**Q:** I want to follow the breaking of the Si–O bond in a small siloxane, (H₂N)₂HSi–O–SiH₃. My first calculation is RHF, and its energy is still climbing steeply when silicon and oxygen are almost 5 Å apart. Is there really a force left at that distance?

**A:** Not one of that size. The table follows the same stretch with three methods: RHF, UHF with the two spins free to separate, and CASSCF with two electrons in two active orbitals. The SiH₃ group is pulled away as a rigid body, starting from the GFN2-xTB geometry.

RHF, broken-symmetry UHF and CASSCF (two electrons in two active orbitals) with PySCF 2.14.0 and the 6-31G(d) basis, for neutral singlet (H₂N)₂HSi–O–SiH₃. The O–SiH₃ bond is stretched rigidly from the GFN2-xTB geometry. Spin squared is the UHF value; the weak orbital occupation comes from the CASSCF natural orbitals.

| bond length (Å) | CASSCF energy over its lowest point (eV) | RHF energy over CASSCF (eV) | UHF energy under RHF (eV) | spin squared | first weak orbital occupation |
| --- | --- | --- | --- | --- | --- |
| 1.630 | 0.000 | 0.381 | 0.000 | 0.000 | 0.012 |
| 1.770 | 0.206 | 0.434 | 0.000 | 0.000 | 0.016 |
| 1.950 | 0.939 | 0.512 | 0.000 | 0.000 | 0.023 |
| 2.120 | 1.790 | 0.589 | 0.000 | 0.000 | 0.033 |
| 2.390 | 3.104 | 0.716 | 0.000 | 0.000 | 0.059 |
| 2.740 | 4.383 | 1.006 | 0.594 | 0.896 | 0.200 |
| 3.190 | 4.747 | 2.128 | 2.211 | 0.998 | 0.708 |
| 3.890 | 4.709 | 3.607 | 3.741 | 1.008 | 0.921 |
| 4.960 | 4.703 | 4.682 | 4.819 | 1.010 | 0.985 |

Look at the last step, from 3.89 to 4.96 Å. The CASSCF energy changes by only −0.006 eV, as it should for two neutral radicals that hardly feel each other. The RHF energy rises by 1.07 eV over the same step. A curve that refuses to level off after the bond has gone is the plainest sign that RHF has failed.

**Q:** But RHF lies above CASSCF in the very first row too. Is it wrong from the start?

**A:** It is incomplete from the start, which is a milder fault. At 1.63 Å the gap is 0.381 eV, and most of it is the ordinary correlation of an electron pair in an intact bond. If the gap kept that size, it would cancel from energy differences along the curve. Instead it grows at every step and ends at 4.682 eV, so the RHF energy rises almost twice as far as the CASSCF energy. The growth of the gap, more than the gap itself, measures the failure to break the bond.

**Q:** What does RHF do wrong with the two electrons?

**A:** It puts both into the same spatial orbital. Write that bonding orbital as a mixture of an orbital on oxygen and one on silicon. When both electrons occupy the mixture, multiplying it out gives covalent terms, with one electron on each side, and ionic terms, with both electrons on the same side. RHF can shift the orbital towards one atom, but no choice of mixture leaves only the covalent terms.

Near the equilibrium distance this does little harm, because a real bond has ionic character as well. Far apart, the ground state should be two neutral radicals, and every ionic term costs energy. It takes more energy to remove an electron from the silyl group than is regained by placing it on oxygen and letting the charges attract. RHF pays that price because the form of its wavefunction demands it.

**Q:** And why does it go on climbing instead of settling at some wrong but constant value?

**A:** Because opposite charges attract over a long range, and pulling them apart costs energy long after the orbitals have ceased to overlap. Place full charges at the two nuclei and take the Coulomb energy −e²/R, where R is the bond length. Over the last step it rises by e²(1/3.89 − 1/4.96), which is 0.80 eV. If the bond orbital were shared equally, only half of the wavefunction would be ionic and the rise would be 0.40 eV.

The computed 1.07 eV exceeds both estimates and lies nearer the first. That suggests an RHF state close to an ion pair, with the electrons drawn towards oxygen, as its electronegativity would favour. The crude estimate leaves out the polarisation of the fragments, which steepens the rise, as well as the spread of the charges and the last remnant of orbital overlap. I would therefore trust the ionic origin of the climb, but not read an exact charge from it.

**Q:** How does CASSCF get rid of the ionic part?

**A:** It adds a second configuration, in which both electrons occupy the antibonding partner. Multiplied out, this configuration has the same kinds of terms, but the relative sign of covalent and ionic parts is reversed. Subtract it from the first and the ionic parts cancel while the covalent parts add up. The argument is cleanest for two equal atoms; in a polar bond the orbitals adjust their shapes to achieve the same result.

The column “first weak orbital occupation” shows how much of the second configuration is needed. It is the number of electrons in the less occupied of the two active orbitals. At 1.63 Å it is 0.012, so one configuration dominates. At 4.96 Å it is 0.985, which means almost one electron in each orbital and two configurations of nearly equal weight.

**Q:** UHF is cheaper and also lets the electrons separate. Can I use it instead, and take a clean spin value as proof that all is well?

**A:** The row at 2.39 Å warns against that. UHF gives exactly the RHF energy there, and its spin squared is zero, the value of a perfect singlet. Yet the weak occupation has already risen to 0.059, and the gap between RHF and CASSCF has grown by 0.716 − 0.381 = 0.335 eV since the first row. The spin value is clean because UHF has not yet begun to separate the electrons, although the bond already calls for it.

**Q:** Why does it wait?

**A:** UHF still has only one determinant. To keep the electrons apart, it must give the up-spin electron an orbital leaning to one side and the down-spin electron an orbital leaning to the other. Such a determinant is no longer a pure singlet but a mixture of singlet and triplet. Its energy is the average of the energies of these two parts, weighted by their shares.

While the orbitals overlap strongly, the triplet lies high, and even a small share of it costs more than the separation gains. As the bond stretches, the triplet comes down towards the singlet and the price falls. The distance at which separation begins to pay is called the Coulson–Fischer point; here the change appears between 2.39 and 2.74 Å. No stability test is shown, so a lower UHF solution that the calculation missed at 2.39 Å can't be excluded. Orbitals that keep their overlap to longer distances would delay it.

CASSCF has no such threshold. Its second configuration is itself a singlet, and mixing two configurations that interact lowers the energy however small the admixture. That is why the weak occupation is above zero from the first row and grows at every step, while the UHF spin value stays at zero through 2.39 Å and then jumps. The weak occupation has a steep step of its own, from 0.200 at 2.74 Å to 0.708 at 3.19 Å. A change of the CASSCF solution may play a part there, and the table alone can't rule it out.

**Q:** Once UHF has made the jump, does it describe the half-broken bond properly?

**A:** At 2.74 Å it goes much too far, and a short calculation shows it. Let T be the overlap between the up-spin and the down-spin orbital of the bond. The triplet share of the determinant is (1 − T²)/2. A pure triplet has a spin squared of 2, so the mixture has 1 − T².

The same two orbitals also fix the occupations, which are 1 + T for the strong natural orbital and 1 − T for the weak one. CASSCF finds a weak occupation of 0.200 at this distance, so a UHF pair that was equally open would have T = 0.80. Its spin squared would be 1 − 0.80² = 0.36. The UHF calculation gives 0.896, close to the value of 1 for two fully separated electrons.

CASSCF therefore still sees a bond, weakened but mostly paired, where UHF already sees something close to two radicals. Part of the overshoot lies in the method: UHF can reduce the ionic terms only by pulling its orbitals apart, whereas CASSCF can cancel them while the bonding orbital stays well filled. The jump may also include a switch to another UHF solution, since the solution can change along such a curve.

**Q:** Does your formula work in the other rows?

**A:** It contains no adjustable constant; each estimate uses only the CASSCF occupation of its own row. From 3.19 Å onwards it comes within 0.09 of the UHF spin value. That is a mild test, because both must approach 1 once the electrons have separated. The formula is more useful where it disagrees: it exposes a UHF pair that is too closed up to 2.39 Å and too open at 2.74 Å.

**Q:** Does that overshoot matter for the energy, or only for the spin?

**A:** It changes the apparent interaction between the fragments. At 2.74 Å CASSCF lies 4.703 − 4.383 = 0.320 eV below its value at 4.96 Å, so the fragments still attract each other. UHF at the same distance lies 0.229 eV above its own value at 4.96 Å, as if they repelled.

The spin value offers a plausible explanation, though the table doesn't prove it. Half of 0.896 is a triplet share of about 45%, and two radicals with parallel spins repel at a distance where their orbitals still overlap. Nor can triplet admixture explain every trace of repulsion: CASSCF, which has none, also passes over a small hump, lying 0.044 eV above its endpoint at 3.19 Å. Still, I would not take the much larger UHF hump for a barrier to recombination. It appears where the wavefunction already has a large triplet share while the orbitals of the two fragments still overlap, and a change of solution could contribute to it as well. The oxygen radical might, for instance, turn its half-filled orbital away from silicon and point a filled one at it; only a look at the orbitals would tell.

**Q:** So CASSCF is the right answer, and the other two are measured against it?

**A:** It is the best guide here to how the pair separates, but not an exact energy. Subtract “UHF energy under RHF” from “RHF energy over CASSCF” and you have UHF relative to CASSCF. At 4.96 Å this is 4.682 − 4.819 = −0.137 eV, so UHF lies lower. Both methods give upper bounds to the exact ground-state energy in this basis, and the CASSCF energy must therefore be too high by at least that amount.

The reason is that this CASSCF correlates one pair and keeps all other electrons in doubly occupied orbitals. After the bond has broken, each fragment carries an unpaired electron, which acts differently on neighbours of equal and of opposite spin. UHF lets those neighbours respond with different orbitals for the two spins. A trace of this is visible in its spin squared of 1.010, since a single pair could not exceed 1.

**Q:** Then which of the two should I quote as the bond energy?

**A:** Neither. From the first row to the last, UHF rises by 0.518 eV less than CASSCF, and the difference has two sources. UHF starts 0.381 eV too high relative to CASSCF, because it has no pair correlation in the intact bond, and ends 0.137 eV lower, because it lets the other electrons respond to the radicals. Its smaller rise is thus no sign of a better bond energy.

The CASSCF rise of 4.7 eV has its own gaps. The correlation among the other electrons is absent, the basis is small, and the separated fragments are not allowed to relax. The lowest energy also lies at the shortest distance in the table, so the rows don't enclose the minimum from both sides. Use the curve to see when one configuration ceases to be enough, and leave the bond energy to a method that correlates all the valence electrons.
